**Two-electron ions: where LDA and Dirac-Fock ionisation energies fail**

A 1s electron near a nucleus of charge $Z$ moves at a distance proportional to $1/Z$. Its binding to the nucleus therefore grows as $Z^2$, while any electrostatic energy between electron clouds, including the false repulsion of an LDA electron by its own cloud, grows as $Z$. The magnetic (Breit) interaction of two fast electrons grows as $Z^3$, and the radiative (QED) shifts grow as $Z^4$ times a slowly falling factor. An LDA ionisation energy thus carries one error of order $Z$ and another of order $Z^3$. If their signs differ, the steeper error overtakes the other at high enough $Z$, and the total then passes through zero although neither error is small there.

Two-electron ions (1s²) computed with Quantum ESPRESSO ld1.x 7.5 as spherical all-electron Kohn-Sham atoms: LDA-VWN5, scalar-relativistic, spin-polarised, point nucleus. The Dirac-Fock column is from a B-spline radial atomic code, version 1, with the Dirac-Coulomb Hamiltonian and a finite nucleus. Ionisation energies are differences of total energies, without Breit or QED terms.

```tsv
species	Z	charge (e)	ionisation energy (eV)	−ε(highest occupied) (eV)	NIST table (eV)	kind of table value	stated uncertainty (eV)	computed less table (eV)	IE, Dirac-Fock (eV)
He	2	0	24.3041	15.523	24.587389	measured	2.5e-08	-0.283	23.448
Ne8+	10	8	1188.07	1130.1	1195.8082	theory	0.0004	-7.74	1195.0
P13+	15	13	2804.77	2716.0	2816.9087	theory	0.00019	-12.1	2817.3
Ni26+	28	26	10272.2	10102	10288.885	theory	0.001	-16.7	10300
Pd44+	46	44	28785.6	28497	28776.032	theory	0.014	9.54	28835
W72+	74	72	79399.4	78895	79181.94	theory	0.19	218	79460
Bi81+	83	81	102630	102040	102251.8	theory	0.4	379	102660
```

Every row is 1s² ionising to 1s¹. The Dirac-Fock column comes from a B-spline radial atomic code, with the four-component Dirac-Coulomb Hamiltonian and a finite nucleus. IE is the difference of total energies, $\varepsilon$ is the LDA 1s eigenvalue, and "computed less table" is the LDA IE minus the NIST value, which is measured for He only and theoretical elsewhere. That error deepens to −16.7 eV at Ni26+, is +9.54 eV at Pd44+, and reaches +379 eV at Bi81+. This is the crossing that the scaling allows.

**The term of order $Z$.** In Hartree-Fock, exchange removes each electron's self-repulsion exactly: it equals $-E_H$ for one electron and $-E_H/2$ for 1s², with $E_H$ the Hartree energy. LDA leaves excesses $D_1=E_H+E_{xc}$ in the one-electron ion and $D_2=E_{xc}+E_H/2$ in the two-electron ion, its correlation energy included. Two electrons carry more leftover self-repulsion than one, so to first order the IE falls by $D_2-D_1$. With $E_H$ and $E_{xc}$ from the same runs this lowering is 6.9 eV at Ne8+ and 103 eV at Bi81+, a power of 1.28 in $Z$ between those two rows. It reproduces LDA minus Dirac-Fock to within 0.06 eV for Ne8+, P13+ and Ni26+, so the numbers show that the functional separates the two columns there.

A parameter-free estimate uses a frozen, unscreened 1s orbital. Without relativity its self-repulsion is $U=\tfrac{5}{16}Z$ hartree and its Slater exchange is $X=-0.268Z$, which leaves $U+X=0.0445Z$ hartree, or 1.21 eV per unit of $Z$. The point-nucleus Dirac orbital is more compact and gives somewhat more. Its $U+X$ exceeds the computed $D_1$ in every row, by 0.9 to 2.4 eV; LDA's spurious one-electron correlation is the expected source, an attribution not tested separately.

**The term of order $Z^3$.** Neither column has Breit, QED or recoil terms. The magnetic interaction raises the 1s² energy and has no counterpart in the one-electron ion, and the self-energy raises the level of the electron that leaves, so both lower the true IE. Approximate values from the Dirac-Fock runs sum to 0.49 eV at Ne8+ and 416 eV at Bi81+, a power of 3.19 between those rows. This is why Dirac-Fock overbinds from P13+ onward, and why the late LDA overbinding does not come from the functional.

Pd44+ has the smallest relative LDA error, 0.033 % of the NIST value, and it is a cancellation. The functional lowers the IE by 50 eV, and the omitted terms leave it 61 eV too high. The warning sign in the table is that Dirac-Fock lies 59 eV above NIST in the same row. Ions near Pd should show small LDA errors for the same reason and deserve no more trust.

**The heaviest rows.** At W72+ and Bi81+, LDA lies above what $D_2-D_1$ predicts from Dirac-Fock, by 29 and 72 eV. The scalar-relativistic equation passes a direct check: the one-electron LDA IE plus $D_1$ matches the exact point-nucleus Dirac energy within 0.06 eV for all seven nuclei. The two columns do differ in the nucleus, a point in LDA and finite in Dirac-Fock, and a point charge binds a 1s electron more strongly. The one-electron ions isolate this effect, because a single Dirac-Fock electron carries no functional error. Adding the IE to the Dirac-Fock total energy of the two-electron ion gives the one-electron energy with a finite nucleus. It is less strongly bound than the exact point-nucleus value by 29 eV for W and 75 eV for Bi, which matches the excess to within 3 eV. The point nucleus is therefore the cause, and the narrowing of LDA minus Dirac-Fock to −31 eV at Bi81+ is a second cancellation.

Helium shows a third. Dirac-Fock is 1.14 eV below the measured value, the standard deficit of a method without correlation, which only the two-electron atom has. LDA is 0.283 eV low. It is well known to underestimate exchange and overestimate correlation in He, so part of its success is again offsetting errors.

**The eigenvalue.** The ratio $-\varepsilon/\mathrm{IE}$ climbs from 0.639 to 0.994, which looks like a cure, yet $\mathrm{IE}+\varepsilon$ grows in every step, from 8.8 to about 590 eV. The eigenvalue is the slope of the energy at full occupation, whereas the IE is the drop over a whole electron, and self-interaction bends the curve between. For occupation $f$ of one frozen spin orbital, the self energy is $f^2U+f^{4/3}X$. Its total change is $U+X$ and, by Janak's theorem, its slope at $f=1$ is $2U+\tfrac43X$, so

$$\mathrm{IE}+\varepsilon\approx U+\tfrac13X .$$

For Ne8+, $U+X/3=(0.3125-0.268/3)\times10=2.23$ hartree, or 60.7 eV without relativity. The table gives $1188.07-1130.1=58.0$ eV, so the estimate, which has nothing fitted, is 5 % high. In this estimate the gap is about five times the self-interaction $U+X$ of the total energy. It scales roughly as $Z$, so it shrinks only relative to an IE of order $Z^2$.

The Dirac-orbital version is 38 % too high for He, where screening swells the orbital most, and within 1 % of the gap from Pd44+ on. Using the runs' own densities, as $E_H/4+E_{xc}/6$, gives agreement within 1.0 % from Ne8+ to Bi81+. Finer agreement means little, because Janak's theorem holds only approximately for a density of large components and rounding leaves the tabulated Bi81+ eigenvalue uncertain by up to 5 eV. Dirac-Fock has no self-interaction, and from He to Ni26+ its $-\varepsilon$ exceeds its IE by a steady 1.5 to 1.6 eV, the relaxation that Koopmans' theorem neglects.

With Breit, QED and recoil added, Dirac-Fock lies below NIST in every row, by 1.1 eV at He and 6.4 eV at Bi81+, where the stated uncertainty is 0.4 eV. Correlation accounts in theory for a deficit that changes little with $Z$ in light ions. Whether the growth at high $Z$ is relativistic correlation or the approximate treatment of the corrections is the question these numbers leave open.
